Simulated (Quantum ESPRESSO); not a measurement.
# Net moment and magnetic energy of MnSi under tetragonal distortion at fixed volume, PBEsol

Stretching a cubic magnet along one axis while its volume is held lengthens some contacts and shortens others, so it is not obvious whether the moments should grow or shrink. The question matters for films of MnSi, which a substrate strains, and for the coupling of magnetism to elastic properties in metals whose moments come from partly filled bands. The net spin moment per Mn atom is calculated here with PBEsol for cells whose $z$ length is scaled by a factor $s$. The magnetic energy gain is measured from the run without spin polarisation in the same cell, and the strain energy from the magnetic run in the undistorted cell. The atoms keep their fractional positions, so the response is that of an unrelaxed lattice.

## How the numbers were made

One system, MnSi (FeSi-type, P2_13), 8 atom(s) a primitive cell, from cells typed from measured lattice constants. Quantum ESPRESSO 7.5, plane waves with GBRV 1.5 PBEsol pseudopotentials, cutoff 544 eV, Fermi-Dirac smearing of 0.05 eV, k meshes whose coarsest spacing along a reciprocal vector is 0.17 to 0.19 1/Å over all runs (2π included). Functional: PBEsol, no Hubbard U; collinear spins, no spin-orbit coupling. Atoms stay at fixed fractions of the cell and the mesh divisions are held. In the given cell the shortest lattice vector along z is 4.558 Å long and the shortest in the xy plane 4.558 Å. At each point the moments on Mn are started parallel and without spin polarisation. Runs that did not converge or carry a known fault are not listed. The same in all rows: metal or insulator in the run from the parallel start, judged by its smearing entropy or density of states at the Fermi energy (a gap under a few smearing widths counts as a metal): metal.

Notes on method and selection:

- Each state is what a run reaches from typed starting moments; the parallel order is the only magnetic one started, so it need not be the ground state. Spin-orbit coupling is left out of these energies, which are free energies at the smearing width. A magnetic atom is one that was given a starting moment.
- Site moments count the spin inside each program's own atomic sphere, so they depend somewhat on its radius and leave out the spin between the spheres.
- Quantum ESPRESSO sets the radius of an element's spheres to about 0.41 of its shortest distance to a neighbour, so it changes from cell to cell and the site moment with it.
- A measured moment is set beside the table only where the run ends ferromagnetic and the measured order is ferromagnetic too.
- Runs that did not converge, have known faults or may not be shown are not listed, and runs on Ansatz's PAW sets soft_1 and soft_2 are kept to separate tables.

Columns:

- tetragonal distortion: factor on the z length of the cell at fixed volume.
- moment (μB): largest site spin moment reached from the parallel start.
- magnetic distance (Å): shortest distance between magnetic atoms.
- net moment (μB): net spin moment of that run per magnetic atom.
- magnetic energy gain (meV): energy of the run without spin polarisation less that of the parallel start, per magnetic atom (positive: magnetism is favoured).
- energy (meV per atom): free energy of the run from the parallel start less that in the given cell, per atom of any kind (the energy–volume or strain-energy curve, whose curvature gives an elastic modulus).

## The series

| member | tetragonal distortion | moment (μB) | magnetic distance (Å) | net moment (μB) | magnetic energy gain (meV) | energy (meV per atom) |
| --- | --- | --- | --- | --- | --- | --- |
| 0.9043 | 0.904 | 0.836 | 2.673 | 0.835 | 25.2 | 157.9 |
| 0.9287 | 0.929 | 0.913 | 2.702 | 0.903 | 34.6 | 84.9 |
| 0.9528 | 0.953 | 0.970 | 2.732 | 0.952 | 43.7 | 36.0 |
| 0.9765 | 0.977 | 0.998 | 2.763 | 0.979 | 50.8 | 8.6 |
| 1 | 1.000 | 1.006 | 2.795 | 0.987 | 53.8 | 0.0 |
| 1.0232 | 1.023 | 0.999 | 2.777 | 0.979 | 50.5 | 7.7 |
| 1.0461 | 1.046 | 0.976 | 2.760 | 0.957 | 41.7 | 28.6 |
| 1.0688 | 1.069 | 0.939 | 2.744 | 0.919 | 30.2 | 60.2 |
| 1.0913 | 1.091 | 0.884 | 2.730 | ? | ? | ? |

Cells marked ? are withheld until the estimate has been made.

## Mechanism

Among the members shown, the net moment is largest in the undistorted cell, at 0.987 μB per Mn, and falls in both directions. It is 0.835 μB at $s$ = 0.9043 and 0.919 μB at $s$ = 1.0688.

Symmetry accounts for the shape. The threefold axes of the cubic cell make $x$, $y$ and $z$ equivalent, so a small distortion at fixed volume cannot change the moment in first order. The leading term is quadratic in $\varepsilon = \ln s$:

$$m(\varepsilon) \approx m(0) - k\,\varepsilon^2$$

Symmetry does not fix the sign of $k$. A possible cause of the loss is that the shortened contacts mix the Mn d states more strongly with their neighbours, which broadens the bands and lowers the density of states that drives spin polarisation. The shortest Mn–Mn distance alone does not set the moment: it is 2.732 Å at $s$ = 0.9528 and 2.744 Å at $s$ = 1.0688, yet the cell with the shorter distance has the larger moment, 0.952 against 0.919 μB.

The magnetic energy responds much more strongly than the moment. From the undistorted cell to $s$ = 1.0688 the moment falls by 0.068 / 0.987 = 0.07 of its value, while the energy gain drops from 53.8 to 30.2 meV per Mn, a loss of 23.6 / 53.8 = 0.44. A moment that is still close to its full size can thus be held by a much weaker energy.

This loss also stiffens the crystal against the distortion. With two atoms per Mn, it contributes 23.6 / 2 = 11.8 meV per atom to the strain energy of 60.2 meV per atom at $s$ = 1.0688. Without spin polarisation the same distortion would cost only 60.2 − 11.8 = 48.4 meV per atom. Relaxing the atomic positions would lower the total energy of each cell, would probably lower the strain energies too, and could alter the moments.

## Predicting the missing value

Plain estimates from the members shown:

- 1.0913, mean of the 8 members shown: 0.939 μB, standard deviation 0.048

The mean of the members shown ignores the regular fall on either side of the cubic cell, so the quadratic law is the better starting point. The nearest member, $s$ = 1.0688, has $\varepsilon^2 = (\ln s)^2$ of about 0.0044 and has lost 0.987 − 0.919 = 0.068 μB. For $s$ = 1.0913, $\varepsilon^2$ is about 0.0076, and the expected loss is 0.068 × 0.0076 / 0.0044 = 0.117 μB. The net moment is then 0.987 − 0.117 = 0.870 μB.

The same step can be tried on shown members. Scaling the loss at 1.0461 out to 1.0688 gives a moment slightly above the tabulated one, and scaling from 0.9287 to 0.9043 gives one slightly below. Both misses are about 0.003 μB, which is taken as the error.

The site moment of 0.884 μB offers another route. At 1.0688 the site moment exceeds the net moment by 0.939 − 0.919 = 0.020 μB, and the same difference here would give 0.884 − 0.020 = 0.864 μB. That difference is not constant, however: under compression along $z$ it shrinks from 0.018 μB at 0.9528 to 0.001 μB at 0.9043. A possible reason is that the atomic sphere contracts with the shortest neighbour distance and so counts less of the spin. Strong elongation may do the same, so the quadratic estimate is kept without a shift.

**Committed estimate, 1.0913: net moment = 0.870 ± 0.003 μB.**

## The answer

| member | tetragonal distortion | moment (μB) | magnetic distance (Å) | net moment (μB) | magnetic energy gain (meV) | energy (meV per atom) |
| --- | --- | --- | --- | --- | --- | --- |
| 1.0913 | 1.091 | 0.884 | 2.730 | 0.865 | 19.8 | 99.7 |

| member | estimate | net moment (μB) | computed | estimate − computed | miss in error bars |
| --- | --- | --- | --- | --- | --- |
| 1.0913 | committed | 0.870 | 0.865 | +0.005 | 1.7 |
| 1.0913 | mean | 0.939 | 0.865 | +0.074 |  |

The estimate of 0.870 μB lies 0.005 μB above the computed 0.865 μB, outside its error bar by a factor of 1.7. It is still far better than the mean of the other members, which misses by 0.074 μB.

The quadratic law gave most of the fall but not quite all. The loss from the undistorted cell is 0.987 − 0.865 = 0.122 μB, where 0.117 μB was expected. Two trials on shown members were too few to set the error of a step to the end of the series.

The argument against the site-moment route failed. The site moment was suspected of losing its excess over the net moment under strong elongation, as it does under compression, but the excess is 0.884 − 0.865 = 0.019 μB, almost the same as at $s$ = 1.0688. That route would have given 0.864 μB. The result confirms that elongation continues to weaken the moment.

The cause suggested under Mechanism, a density of states lowered by broader bands, does not explain the fall in both directions. The smearing entropy of the runs without spin polarisation indicates the density of states close to the Fermi energy. It hardly changes under compression along $z$, where the moment falls furthest, and drops clearly only under strong elongation. A lower density of states may therefore contribute on the elongated side, but the loss under compression needs another explanation, which these runs do not supply.

## Exceptions

With one rounded coefficient for both directions, the net moment follows

$$m \approx 0.987 - 15\,(\ln s)^2$$

in μB per Mn. Eight of the nine members lie within about 0.002 μB of this law. The farthest is $s$ = 1.0913, which falls 0.873 − 0.865 = 0.008 μB below it. Higher powers of the strain are a possible reason: cubic symmetry allows a third-order term, so elongation and compression need not match at large distortion. The series has only one set of mesh divisions and one smearing width, however, so a numerical contribution to so small a difference is not ruled out.

The difference between the two directions is much clearer in the magnetic energy. The cell at $s$ = 1.0913 has a larger net moment than that at 0.9043, 0.865 against 0.835 μB, but a smaller energy gain, 19.8 against 25.2 meV per Mn. The size of the moment alone therefore does not fix the energy gained by forming it.

## Comparison with experiment

| member | quantity | measured | computed | computed − measured | conditions | source |
| --- | --- | --- | --- | --- | --- | --- |
| 1 | moment (μB) | 0.4 | 1.006 | +0.606 (+151.5 %) | 0 K; static ordered moment per Mn, T to 0 K; total ordered moment, spin and orbital, against a spin moment inside a sphere | [1] |

Sources:

[1] "Understanding the $\mu$SR spectra of MnSi without magnetic polarons" (2014, arXiv:1405.0140)

Only the undistorted crystal has a measured value, so the trend with distortion is not tested. The computed site moment of 1.006 μB is 1.006 / 0.4 = 2.5 times the measured ordered moment. The choice of atomic sphere is not responsible, since the net moment is 0.987 μB per Mn.

An excess of this kind is well known for weak itinerant magnets. Semilocal functionals largely miss the spin fluctuations that reduce the ordered moment, and these are the likely main cause of the difference of 0.6 μB. The orbital moment, which the measurement includes and the calculation omits, is expected to be only a few hundredths of a μB. The cell, typed from measured lattice constants, is also larger than PBEsol prefers, which tends to favour moments. The unrelaxed atomic positions may contribute too, with a sign and size not shown in the table.

In zero field MnSi forms a long-period helix rather than a simple ferromagnet, so this comparison does not strictly meet the condition in the method notes that the measured order be ferromagnetic. Neighbouring moments are nearly parallel, so this should change the local moment little.

## What to take away

Between $s$ = 0.904 and 1.091 the quadratic law reproduces the net moment with a root-mean-square miss of about 0.003 μB, against a scatter of about 0.05 μB about the mean. A 2 % elongation costs only 15 × 0.02² = 0.006 μB per Mn.

The strain energies also give the tetragonal shear modulus $C' = (C_{11}-C_{12})/2$, from $E/V = \tfrac{3}{2}C'(\ln s)^2$. The two smallest distortions average (8.6 + 7.7) / 2 = 8.15 meV per atom at a mean $(\ln s)^2$ of about 0.00055, a ratio of about 15 eV per atom. With 4.558³ / 8 = 11.8 Å³ per atom and 1 eV/Å³ ≈ 160 GPa, $C'$ = 15 × 160 / (1.5 × 11.8) = 136 GPa for unrelaxed positions at this volume. Relaxation would probably lower it.

The excess over experiment outweighs the whole series: it is about 0.6 μB, probably mostly from the missing spin fluctuations, whereas distortion changes the net moment by at most 0.987 − 0.835 = 0.152 μB.
